## Four neighbours or six: open lattices of electron-poor metals

Diamond is a clear picture of strong bonding. Each atom has four neighbours, the bonds point along the directions of sp³ hybrids, and the result can be very hard. It is tempting to carry this over to other elements with s and p valence electrons, and to guess that four good bonds beat the six neighbours of a simple cubic lattice, which meet at plain right angles. The table puts that guess to five metals; structure 1 is simple cubic and structure 2 is diamond.

Simple cubic (structure 1) and diamond (structure 2) forms of five metals, computed with Ansatz 0.2.0: plane-wave PAW (PBE datasets), PBEsol, scalar-relativistic, no spin polarisation, 420 eV cutoff, Fermi-Dirac smearing of 0.1 eV. Energies are extrapolated to zero smearing; volumes are per atom, from Birch-Murnaghan fits; the k mesh column is for diamond.

| element | distinct k-meshes among the runs behind the row | Z | valence electrons | k mesh | energy of structure 2 less structure 1, PBEsol (meV/atom) | volume of structure 1, PBEsol (Å³) | volume of structure 2, PBEsol (Å³) | volume of structure 2, PBEsol over volume of structure 1, PBEsol, less one (%) |
| --- | --- | --- | --- | --- | --- | --- | --- | --- |
| Mg | 9x9x9 / 12x12x12 | 12 | 2 | 9×9×9 | 429 | 26.92 | 38.85 | 44.3 |
| K | 7x7x7 / 8x8x8 | 19 | 1 | 7×7×7 | 210 | 75.64 | 104.63 | 38.3 |
| Sr | 7x7x7 / 10x10x10 | 38 | 2 | 7×7×7 | 651 | 52.85 | 104.07 | 96.9 |
| Ba | 8x8x8 / 9x9x9 | 56 | 2 | 8×8×8 | 570 | 55.75 | 50.70 | -9.1 |
| Tl | 9x9x9 / 11x11x11 | 81 | 3 | 9×9×9 | 307 | 31.10 | 40.71 | 30.9 |

The guess fails in every row. The energy of diamond less that of simple cubic is positive throughout, from 210 meV per atom in K to 651 meV per atom in Sr. Simple cubic is therefore the more stable of the two, though it is no winner at large. At ambient conditions all five metals choose structures with eight or twelve near neighbours, so the table compares two poor choices and shows which is worse.

### What diamond needs and these metals lack

Diamond's advantage has a price in electrons. Each atom has four bonds and shares each with a neighbour, which makes two bonds per atom. A full bond takes two electrons, so the lattice needs four valence electrons per atom. With exactly four, all bonding states are filled, all antibonding states are empty, and a gap can open between them.

The five metals bring one, two or three valence electrons. Their bonding states in the diamond lattice stay partly empty, and the calculation finds no gap in any of them. The bands that would be full by simple counting overlap with the next ones, by about 0.1 eV in K and by 3.8 eV in Mg. What has been built is a metal on a diamond lattice, with the empty room of that lattice but without its filled bonds.

Why does a metal with few electrons prefer more neighbours? Take one s-like orbital on each atom. In the lowest state of the crystal all orbitals join in phase, and each neighbour lowers the energy by one more share. Six neighbours then pull the bottom of the band down further than four do, if the bonds are equally long. Electrons near the bottom collect this gain, and in the metals with two or three electrons the mixing of s with p states keeps the occupied states largely bonding.

Electrostatics argues the same way. The valence electrons of a simple metal are spread fairly evenly, and the positive ions have the lowest energy in such a sea when they too are spread evenly. At the same density diamond is the less even of the two lattices, with large holes between the ions. In a semiconductor the filled bonds repay that cost; these metals lack them. Both arguments are general ones that the runs don't test separately, and they fit Ba least well, as its volume will suggest.

### What the volumes reveal

The volumes tell how the atoms respond to the loss of two neighbours. In simple cubic one atom occupies a cube whose edge is the bond length d, so the volume per atom is d³. In diamond a cube of edge a holds eight atoms and the bond length is √3·a/4, which gives 1.54 d³ per atom. If the bonds kept their length, diamond would be 54 % larger.

Mg, K and Tl stay below this mark, with volume increases of 44, 38 and 31 %. Their bonds are thus 2 to 5 % shorter in diamond than in simple cubic. This is the usual rule that an atom with fewer neighbours holds each of them more tightly. The energies show that the tighter grip doesn't make up for the two neighbours lost.

Sr and Ba break the pattern, and in opposite directions. In simple cubic their volumes are close, 53 and 56 Å³ per atom. In diamond Sr swells to 104 Å³ and its bonds become 9 % longer, while Ba shrinks to 51 Å³ and its bonds become 16 % shorter. One diamond lattice is loose and soft, the other compact and stiff.

A plausible reason lies in the empty d states just above the valence s level of both elements. Compression pushes electrons from s into d, and d orbitals can form short, directed bonds. Compact diamond Ba may have gone down this road and expanded diamond Sr may not, but that remains a guess until the d character of the occupied states is examined. The drop of 81 meV in the energy difference from Sr to Ba compares two different kinds of diamond lattice, and it shouldn't be read as a trend down the group.

### Why the size doesn't follow the electron count

If the shortage of electrons alone set the energy difference, K, three electrons short of four, would suffer most and Tl, one short, least. In fact K has the smallest difference of all. The count explains why diamond loses its special advantage, but the size of the loss probably also depends on how strongly the metal is bound in the first place. K has a single valence electron on a very large atom, and little cohesion to lose.

Dividing by the number of valence electrons brings K and Mg together, at about 210 meV per electron, but not the others: Sr and Ba stay higher, at 325.5 and 285 meV, and Tl drops to about 100 meV. It would be pleasing to conclude that Tl is halfway to a filled diamond network. But its two 6s electrons lie deep and take a reduced part in bonding, so the nominal three overstates the electrons at work, and one row can't separate the two readings.

### How safe the order is

An energy difference is safe if the errors that differ between the two structures are much smaller than it. One such error comes from the smearing of the occupied levels, whose effect on the energies has been removed here by extrapolation. What remains should be smaller than the correction itself. In the diamond runs this correction is at most 29 meV per atom, in Sr, where the difference is 22 times larger. In K, the closest case, the ratio is still about 16.

The density functional is a more serious source of doubt. Changing one common gradient functional for another can be expected to shift energy differences between metal structures by tens of meV per atom, though the table holds no second functional to test this. PBEsol also tends to favour dense structures somewhat more than PBE does, which would help simple cubic in every row but Ba. The smallest difference in the table still leaves room for such a shift. Zero-point motion is left out as well, but for atoms this heavy its change between two structures should be smaller again.

Some limits of the runs have no measured size here. PBEsol was used with PAW datasets made for PBE, a mismatch that the program warns of. The k meshes differ between the two structures because their cells do, and no convergence test is shown. All rows were computed without spin polarisation, so magnetism was not tested. Both lattices were also held in their symmetry and may be unstable against distortion, so "more stable" means only lower in energy.

Two kinds of row call for more care. Tl was computed without spin–orbit coupling, which splits the 6p level of the free atom by roughly 1 eV. Much of the coupling's effect on the energy should cancel between the two structures, but the part that doesn't has to be set against 307 meV, and these runs can't tell how large it is. For Sr and Ba, a diamond lattice with a second energy minimum at a very different volume is conceivable; to overturn the order it would have to lie more than half an electronvolt below the one found.

### Can pressure or tension reverse it?

At a pressure P the quantity to compare is no longer the energy E but the enthalpy E + PV, where V is the volume per atom. Pressure therefore favours the smaller structure. To first order, with both volumes held at their zero-pressure values, the two structures meet at P = −ΔE/ΔV, where Δ means diamond less simple cubic.

K serves as the worked case. Here ΔE is 0.210 eV and ΔV is 104.63 − 75.64 = 28.99 Å³. The ratio is 0.0072 eV/Å³, and since 1 eV/Å³ is about 160 GPa, the result is P ≈ −1.2 GPa. The minus sign means tension: K would have to be pulled apart in all directions before diamond became the better choice.

Whether a metal can bear this depends on its stiffness. The slope of the pressure between volumes 4 % below and 4 % above the minimum gives diamond K a bulk modulus of only 1.3 GPa, hardly more than the tension required. Common equations of state let a solid tear at roughly a fifth of its bulk modulus. By the same estimate, which ignores how the lattices stretch on the way, Mg, Sr and Tl also need more than that, with Tl the nearest to the limit at about a quarter. For these four metals compression at first strengthens the order, and under tension the diamond form would probably tear before it became the better choice.

Ba is the exception, because its diamond form is the smaller one. Pressure begins by working in diamond's favour, and the same formula gives about 18 GPa. That exceeds the bulk modulus of diamond Ba, about 14 GPa, so both lattices would shrink greatly on the way and the small lead in volume might vanish. The sign of the first push is sound; the figure is no transition pressure. The ordinary structure of Ba, and those that replace it under load, would in any case have to be compared as well.

### The reversal that works: more electrons

The effective lever is the electron count. In the neighbouring series of carbon, silicon and germanium, each atom brings the four electrons that diamond requires. The bonding states are full, and four neighbours win over six at ordinary pressure. Lead has four valence electrons too, yet it is a close-packed metal: its 6s pair lies deep, as in Tl, and doesn't join fully in four equal bonds.

Chemistry can even supply the electron that Tl lacks. In the compound NaTl, sodium largely gives up its valence electron, and the thallium atoms, now with about four each, arrange themselves as a diamond lattice. The sodium ions sit in the holes, so the empty room that makes diamond costly for a pure metal is put to use. Both objections to diamond, too few electrons and too much empty space, are met at once. Lead suggests that four electrons alone wouldn't suffice with so deep a 6s pair, so the filled holes probably matter too.

For a neighbouring case, then, the first question is how many valence electrons really take part in bonding. Well below four, the lattice with more neighbours should be lower; at four, with s and p levels close enough to mix, diamond becomes a serious candidate. The volumes come next, since they tell which way pressure first pushes and, as in Sr and Ba, can warn that two lattices of the same name may be bonded differently.
